**Question: two sets of atomic runs, A and B, differ by about a percent. What was changed?**

I have two sets of results for the +6 ions from K to Kr. They come from the same radial program and the same configurations, and one setting differs, but my files are labelled only A and B. Σ<r²> is the sum of <r²> over all electrons, and the contour radius is where the spherical density falls to 0.001 electrons/bohr³. I also have total, kinetic and first ionisation energies from the same runs.

B-spline radial code 1, spherical atom at the basis limit; Hartree-Fock averaged over the configuration, at two levels A and B. The contour is at n = 0.001 electrons/bohr³.

```csv
species,Z,electrons,configuration,"Σ<r²>, level A (bohr²)","Σ<r²>, level B (bohr²)",Σ<r²>: B/A − 1 (%),"radius of the 0.001 density contour, level A (bohr)","radius of the 0.001 density contour, level B (bohr)",radius of the 0.001 density contour: B/A − 1 (%),"share of the highest-n shell in Σ<r²>, level A (%)"
K6+,19,13,[Ne] 3s2 3p1,5.676,5.642,-0.61,2.414,2.410,-0.2,77.8
Ca6+,20,14,[Ne] 3s2 3p2,6.380,6.342,-0.60,2.386,2.382,-0.2,82.6
Sc6+,21,15,[Ne] 3s2 3p3,6.894,6.852,-0.61,2.344,2.340,-0.2,85.8
Ti6+,22,16,[Ne] 3s2 3p4,7.266,7.220,-0.63,2.296,2.292,-0.2,87.9
V6+,23,17,[Ne] 3s2 3p5,7.530,7.480,-0.66,2.245,2.242,-0.1,89.5
Cr6+,24,18,[Ne] 3s2 3p6,7.712,7.658,-0.70,2.195,2.192,-0.1,90.8
Mn6+,25,19,[Ar] 3d1,7.892,7.840,-0.66,2.183,2.181,-0.1,91.8
Fe6+,26,20,[Ar] 3d2,8.019,7.969,-0.63,2.166,2.165,0.0,92.7
Co6+,27,21,[Ar] 3d3,8.105,8.057,-0.60,2.146,2.146,0.0,93.4
Ni6+,28,22,[Ar] 3d4,8.159,8.111,-0.58,2.125,2.126,0.0,93.9
Cu6+,29,23,[Ar] 3d5,8.186,8.140,-0.56,2.102,2.104,0.1,94.4
Zn6+,30,24,[Ar] 3d6,8.193,8.148,-0.55,2.080,2.082,0.1,94.9
Ga6+,31,25,[Ar] 3d7,8.182,8.138,-0.54,2.057,2.060,0.1,95.2
Ge6+,32,26,[Ar] 3d8,8.159,8.115,-0.53,2.034,2.037,0.1,95.5
As6+,33,27,[Ar] 3d9,8.124,8.082,-0.52,2.011,2.015,0.2,95.8
Se6+,34,28,[Ar] 3d10,8.081,8.039,-0.52,1.989,1.993,0.2,96.1
Br6+,35,29,[Ar] 3d10 4s1,9.686,9.575,-1.15,2.556,2.532,-0.9,24.9
Kr6+,36,30,[Ar] 3d10 4s2,11.00,10.83,-1.58,2.646,2.620,-1.0,40.2
```

The differences confuse me. Σ<r²> is smaller in B in every row, but the gap does not grow steadily with Z: it is −0.70 % at Cr6+, fades to −0.52 % at Se6+ and triples by Kr6+. The contour even changes sign. Can the setting be worked out from this, and why does it act so unevenly?

**Answer**

It can, provided the two size measures are kept apart. Σ<r²> is not a radius. It gains a term with every electron while all the terms shrink with Z, and the two tendencies balance in a flat maximum at Zn6+, only about 0.01 bohr² above its neighbours. The contour probes the outer tail, and in A it shrinks in every step from K6+ to Se6+, by 17.6 % in all, before the first 4s electron pushes it out by 28.5 %. The last column is the share of Σ<r²> held by the shell of highest n. Its fall from 96.1 to 24.9 % at Br6+ only means that the shell being counted switches from 3s + 3p + 3d to 4s.

**Sign: the change depends on l**

Take first the limit of a setting that is blind to shell structure and rescales every orbital alike. Both B/A − 1 columns would then be smooth in Z and share one sign. The numbers reject this. A single power of Z fitted to the Σ<r²> change from K6+ to Se6+ comes out with a negative exponent, misses the kink at Cr6+, and gives −0.53 % for Br6+ and Kr6+, where the table has −1.15 and −1.58 %.

The breaks sit where the filling subshell changes, and the ionisation energy I marks them most sharply. B − A is +0.08 to +0.22 eV while a 3p electron is removed, −0.45 to −0.93 eV for a 3d electron, and +1.50 and +1.64 eV for 4s. So B binds s strongly, p weakly, and loosens d. That is the order in which orbitals penetrate to the nucleus, since the radial function starts as rˡ. Whatever the setting is, it pulls on electrons that come close to the nucleus, and electrons that stay away from it lose binding.

**Scaling: the fourth power**

The total energy is lower in B by 2.36 hartree in K6+ and 36.78 hartree in Kr6+, and over five ions the gap grows as Z to the power 4.29. The total energy of a tightly bound electron goes as Z², so this is a relative correction of order Z², concentrated in the innermost shells.

The kinetic energy T gives an independent handle. In A, T = |E|, as the virial theorem requires for p²/2m and Coulomb forces. In B the ratio T/|E| is 1.0081 for K6+ and 1.0274 for Kr6+. Let λ scale all Coulomb interactions, and write E = E₀ + E₁ with E₀ ∝ λ² and E₁ ∝ λᵐ. The potential energy is V = λ dE/dλ = 2E₀ + mE₁, and with T = E − V,

T − |E| = (m − 2)|E₁|.

For K6+, where |E| is 589.83 hartree in B, m − 2 = 0.0081 × 589.83/2.36 = 2.0. The new term is of fourth order in the coupling e², against second order for the ordinary energy. The extra factor e⁴ must be made dimensionless. A fixed velocity does it, (e²/ħc)² = α². So would a fixed length R, since (R/a₀)² also goes as e⁴; that case is excluded below by its sign and size. Combined with the Z scaling, the small parameter is (Zα)², the squared ratio of the 1s orbital speed to c. It runs from 1.92 % in K6+ to 6.90 % in Kr6+, and the changes in Σ<r²> are between 0.08 and 0.32 of it, which is the right size.

**What could look alike**

A nucleus of finite size also acts mainly on s electrons and also grows steeply with Z. Its scale is (Z R/a₀)², with R the nuclear radius and a₀ the bohr, of order 10⁻⁵ for Kr, and it weakens the attraction at small r, so s orbitals would expand and the energy would rise. Both size and sign are wrong. A finite nuclear mass stretches lengths by about mₑ/M, again of order 10⁻⁵ and outward, and it fades as the nucleus gets heavier.

Electron correlation lowers the energy, so its sign fits. It is not tested by a column here, but theory argues against it: a rough recalled size is 0.04 hartree per electron, whereas the gap in Kr6+ is 36.78/30 ≈ 1.2 hartree per electron, and a correlated wave function still obeys T = |E|. A better basis in B fails on the same point, since approaching the limit of the same Hamiltonian brings T/|E| towards one. A local exchange functional in place of exact exchange changes the energy by an amount that grows far more slowly than Z⁴. What remains is a change of the kinetic-energy operator that involves c.

Spherical ions of charge +6 from K to Kr, computed with B-spline radial code 1 at the basis-set limit: non-relativistic Hartree-Fock with a point nucleus (A) and Dirac-Coulomb Hartree-Fock with a Fermi nucleus (B). Both are averaged over the configuration of nl shells. Σ<r²> sums over all electrons, and the contour is at a density of 0.001 electrons/bohr³.

**Mechanism**

A is non-relativistic Hartree-Fock and B is four-component Dirac-Coulomb Hartree-Fock. The nuclear model differs too, but the estimate above makes it irrelevant at this precision. As c → ∞ the two sets would coincide.

The one-electron limit shows the direct effect. For the Dirac hydrogen-like ion, <r²> changes by −c(Zα)², with c = 0.525 for 3s, 0.324 for 3p and 0.151 for 3d when averaged over j. Every orbital contracts, most strongly those with |κ| = 1 (s and p1/2), which pass through the region where the electron is fastest. The same limit gives an energy shift of Z⁴α²/4 for a 1s² pair. The computed gap is 1.36 times that in K6+ and 1.64 times in Kr6+. The excess and its growth are what one gets if the other shells contribute, screening matters less at higher Z and higher orders in (Zα)² enter, which also accounts in words for an exponent above four; the runs were not split into these parts.

With many electrons an indirect effect is added. Contracted s and p shells screen the nucleus better, so an orbital with little weight near the nucleus sees a weaker field and expands. For s the direct pull dominates. A 3d electron is held away from the nucleus by the centrifugal barrier, its direct contraction is small, and the extra screening can win. This is standard theory, and it matches the reversed sign of the 3d ionisation shift, which a one-electron ion cannot show.

The j dependence is visible in the orbitals of As6+ in B: <r²> of 3p1/2 is 2.9 % below that of 3p3/2, and 3d3/2 is 1.1 % below 3d5/2. The hydrogenic splittings at that Z are 2.1 and 0.9 %, the same order and sign. The Ni6+ orbitals are ordered the same way. The 3p shells are closed over closed 2p shells, so their single moments depend in part on a convention of the program; the open 3d shell is free of that doubt.

**A counting model for Σ<r²>**

Give each subshell its own constant. The relative change of the sum is the average of the subshell changes, weighted by their shares of Σ<r²>. The 3s, 3p and 3d orbitals have similar <r²> (3p/3s is 1.08 in Ti6+, 3d/3s is 1.19 in Ni6+ and 1.22 in As6+), so electron counts can stand in for the weights:

B/A − 1 = −(Zα)² (2c₃ₛ + nₚc₃ₚ + n_d c₃d)/(2 + nₚ + n_d),

with nₚ and n_d the numbers of 3p and 3d electrons. Three constants were fitted to the sixteen rows K6+ to Se6+, giving 0.39, 0.17 and −0.03. The rms misfit is 0.004 percentage points against 0.003 from rounding alone, and the worst row is Se6+, off by 0.010. Replacing Z² by another power raises the misfit to 0.008 for Z¹ and 0.015 for Z³. The square is preferred, but Z and the counts move together along this series, so this scan is weaker evidence than the energies. The row-by-row figures are in the printed output after this answer.

The model explains the shape you noticed. From K6+ to Cr6+ the growth of (Zα)² competes with dilution of the two 3s electrons by less responsive 3p electrons: the change is flat near −0.6 % up to Sc6+ and then deepens. From Mn6+ on, each added electron adds one to the denominator and, in the fit, takes a little off the numerator. Dilution alone does little: with c₃d set to zero the same constants would go only from −0.67 % at Mn6+ to −0.62 % at Se6+. The fade needs the negative 3d term, summed over up to ten electrons. How large that term really is the fit cannot say, because it holds the 3s and 3p constants fixed along the row; if their response grows with Z, the true 3d expansion is larger than the fitted one. The sum stays negative because the eight 3s and 3p electrons are still there and still contract.

Only the order of the constants should be read. They absorb the neon core, which holds 22.2 % of Σ<r²> in K6+ and 3.9 % in Se6+ and contracts as well, the 20 % error of the equal weights and any drift of the subshell responses along the row, so they are not the changes of the orbitals themselves. Each lies 0.13 to 0.18 below its hydrogenic value. Two things may push that way, the indirect expansion and the fact that a screened electron feels less than the full Z, and the table cannot separate them. Neither is a rule for every shell: the 4s constants implied by the table, 0.458 and 0.446, lie above the hydrogenic 0.422. The negative sign of c₃d is too small to trust from the fit alone; it is credible because the ionisation shifts and the late-3d contours point the same way.

**The 4s rows, worked without fitting them**

Br6+ is close to the opposite limit, one electron outside a closed core. For such a Rydberg-like electron I ∝ 1/ν² and <r²> ∝ ν⁴ to leading order, where ν is the effective quantum number. Relativity acts near the nucleus and reaches the outer part of the orbital only as a shift of ν, so

Δln<r²> = 4 Δln ν = −2 ΔI/I.

For Br6+, ΔI/I is 1.494 %, so <r²> of the 4s orbital should change by −2.99 %. The rest of the ion follows the counting model with nₚ = 6 and n_d = 10: (2 × 0.391 + 6 × 0.171 − 10 × 0.032)/18 = 0.0827, times (Zα)² = 6.52 %, gives −0.54 %. Weighting with the 4s share,

0.249 × (−2.99) + 0.751 × (−0.54) = −1.15 %,

and the table has −1.15 %. The same steps give −1.59 % for Kr6+ against −1.58 %. Neither row entered the fit. The match to the last digit is partly luck, since the model for the inner part was already off by 0.010 at Se6+. Both I and <r²> come from the same runs, so what is shown is that one shift of ν accounts for both. In Kr6+ the 4s shell closes over closed s shells, where the split of <r²> among single orbitals depends on a convention of the program; the share of 40.2 % carries that doubt, the total does not.

The tripling thus has two ingredients. The <r²> of the 4s orbital falls by about 3 %, roughly five times as much as that of the rest, and the orbital is so large that two electrons out of thirty hold 4.42 of the 11.00 bohr².

The Rydberg relation fails inside the n = 3 shell. For 3p in Cr6+ it gives −0.28 % where the fitted constant gives −0.52 %, and for 3d in Se6+ it gives +1.21 % against +0.20 %. The fitted constants are only rough stand-ins for the orbital changes, so the size of the miss is uncertain. These electrons overlap their neighbours and are not outside any core, so the premise does not hold.

**The contour**

Suppose the tail belongs to the outermost orbital and that orbital is scaled by s, with s ∝ I, the Rydberg scaling of the mean radius. The density becomes s³n(sr). Holding it at the contour value gives Δln R = (3/L − 1) Δln s, where L = −dln n/dln r is the steepness of the tail. Squeezing pulls the tail in but also raises the density, so the contour moves less than the orbital; the factor is about −0.7.

For 4s, which owns the tail, this gives −1.08 % for Br6+ and −1.15 % for Kr6+, some 15 to 17 % larger in magnitude than the −0.94 and −0.98 % obtained from the radii. The crude step is the uniform scaling: a shift of ν changes the decay constant of the tail only as √I, together with its power-law prefactor and norm, so the tail is not a squeezed copy of itself. For n = 3 it is only a guide to sign. It gives −0.05 % for K6+ against −0.17 %, overshoots the late 3d rows by a factor of two or more, and has the wrong sign in Mn6+ and Fe6+. Two likely reasons, not checked against the shell densities of these runs. In the p rows and the first d rows the tail is shared: 3s adds contraction, and one or two expanding d electrons are outvoted by eight contracting s and p electrons. Late in the row 3d is both the most numerous and the least bound (about −5.6 hartree against −9.4 to −9.6 for 3p in As6+) and should own the tail, so the overshoot there points to the Rydberg relation overstating the 3d expansion. The drift from −0.004 bohr in K6+ to +0.004 bohr in Se6+ is resolved. The shifts in Fe6+, Co6+ and Ni6+ are at the last printed digit, so the crossing cannot be placed more closely than that stretch.

**How far this carries**

Neither level has correlation, so the table gives the relativistic change of the mean-field density and not the size of the real ions. Open shells are averaged over the configuration, and in B over the j levels as well. The smooth passage through 3p³ (Sc6+) and 3d⁵ (Cu6+) is therefore built in and says nothing about the ground terms, and an ion whose single p electron sits in p1/2 would contract more than the average shown for K6+.

For a neighbouring ion, read the configuration first. Estimate (Zα)², ask which subshells hold Σ<r²> and which one holds the tail, and expect strong contraction for s, weak for p and slight expansion for d. For the ion after Kr6+, which starts 4p, my guess is that the change measured in units of (Zα)², 0.229 in Kr6+, stops climbing as it did over the two 4s steps, because the new electron is large but responds much less than 4s.

Printed output of the fit:

```
ion  (Za)^2 %  dSum %  dSum/(Za)^2  model %  resid  dI eV  dI/I %  dR bohr  dR %  tail model %
K6+    1.92   -0.61   -0.317    -0.611   0.001   0.08   0.069  -0.004  -0.17   -0.05
Ca6+   2.13   -0.60   -0.282    -0.599  -0.001   0.10   0.081  -0.004  -0.17   -0.06
Sc6+   2.35   -0.61   -0.260    -0.609  -0.001   0.13   0.094  -0.004  -0.17   -0.07
Ti6+   2.58   -0.63   -0.244    -0.630   0.000   0.15   0.108  -0.004  -0.17   -0.08
V6+    2.82   -0.66   -0.234    -0.659  -0.001   0.18   0.123  -0.003  -0.13   -0.09
Cr6+   3.07   -0.70   -0.228    -0.694  -0.006   0.22   0.138  -0.003  -0.14   -0.11
Mn6+   3.33   -0.66   -0.198    -0.657  -0.003  -0.45  -0.376  -0.002  -0.09    0.26
Fe6+   3.60   -0.63   -0.175    -0.628  -0.002  -0.49  -0.398  -0.001  -0.05    0.28
Co6+   3.88   -0.60   -0.155    -0.605   0.005  -0.53  -0.420   0.000   0.00    0.30
Ni6+   4.17   -0.58   -0.139    -0.585   0.005  -0.58  -0.444   0.001   0.05    0.32
Cu6+   4.48   -0.56   -0.125    -0.568   0.008  -0.63  -0.469   0.002   0.10    0.34
Zn6+   4.79   -0.55   -0.115    -0.554   0.004  -0.69  -0.494   0.002   0.10    0.36
Ga6+   5.12   -0.54   -0.106    -0.541   0.001  -0.74  -0.520   0.003   0.15    0.38
Ge6+   5.45   -0.53   -0.097    -0.530  -0.000  -0.80  -0.547   0.003   0.15    0.40
As6+   5.80   -0.52   -0.090    -0.520  -0.000  -0.87  -0.575   0.004   0.20    0.42
Se6+   6.16   -0.52   -0.084    -0.510  -0.010  -0.93  -0.604   0.004   0.20    0.44
Br6+   6.52   -1.15   -0.176    -1.150  -0.000   1.50   1.494  -0.024  -0.94   -1.08
Kr6+   6.90   -1.58   -0.229    -1.590   0.010   1.64   1.553  -0.026  -0.98   -1.15
rounding: dSum +-0.005 % (rms 0.003); dR +-0.001 bohr (about 0.05 %)
count model K-Se: c3s 0.391, c3p 0.171, c3d -0.032; rms 0.004 %, worst Se6+ -0.010 %
same model with Z^q, rms %: q=0 0.016, q=1 0.008, q=2 0.004, q=3 0.015, q=4 0.030
shell-blind power law K-Se: exponent -0.36, rms 0.038 %; gives Br -0.53, Kr -0.53 %
Dirac hydrogenic c: 3s 0.525, 3p 0.324, 3d 0.151, 4s 0.422
hydrogenic minus fitted c (3s, 3p, 3d): 0.134, 0.153, 0.183
Br6+: 4s part of Sum 2.41, rest 7.27 bohr^2; 4s change implied -2.99 % (c4s 0.458), -2dI/I -2.99 %; without 4s term -0.54 %
Kr6+: 4s part of Sum 4.42, rest 6.58 bohr^2; 4s change implied -3.08 % (c4s 0.446), -2dI/I -3.11 %; without 4s term -0.57 %
-2dI/I against -c(Za)^2: Cr 3p -0.28 / -0.52 %, Se 3d 1.21 / 0.20 %
tail model has the wrong sign in: Mn6+, Fe6+
<r^2> ratios: Ti 3p/3s 1.08; 3d/3s Ni 1.19, As 1.22; 3d per electron Ni 0.686, As 0.487 bohr^2
As j splitting of <r^2>: 3p1/2 vs 3p3/2 -2.9 % (hydrogenic -2.1), 3d -1.1 % (hydrogenic -0.9)
E(A)-E(B): K 2.36, Kr 36.78 hartree, exponent in Z 4.29
ratio to hydrogenic 1s^2 shift Z^4 a^2/4 (K, Cr, Zn, Se, Kr): 1.36, 1.47, 1.56, 1.61, 1.64
kinetic/|E| in B: K 1.0081, Kr 1.0274 (1.0000 in A)
Kr scales: (Z R_nuc/a0)^2 8e-06, m_e/M 7e-06, (Za)^2 7e-02
Sum in A peaks (K-Se) at Zn6+; neighbours lower by 0.007, 0.011 bohr^2; contour K to Se -17.6 %, Se to Br +28.5 %
```
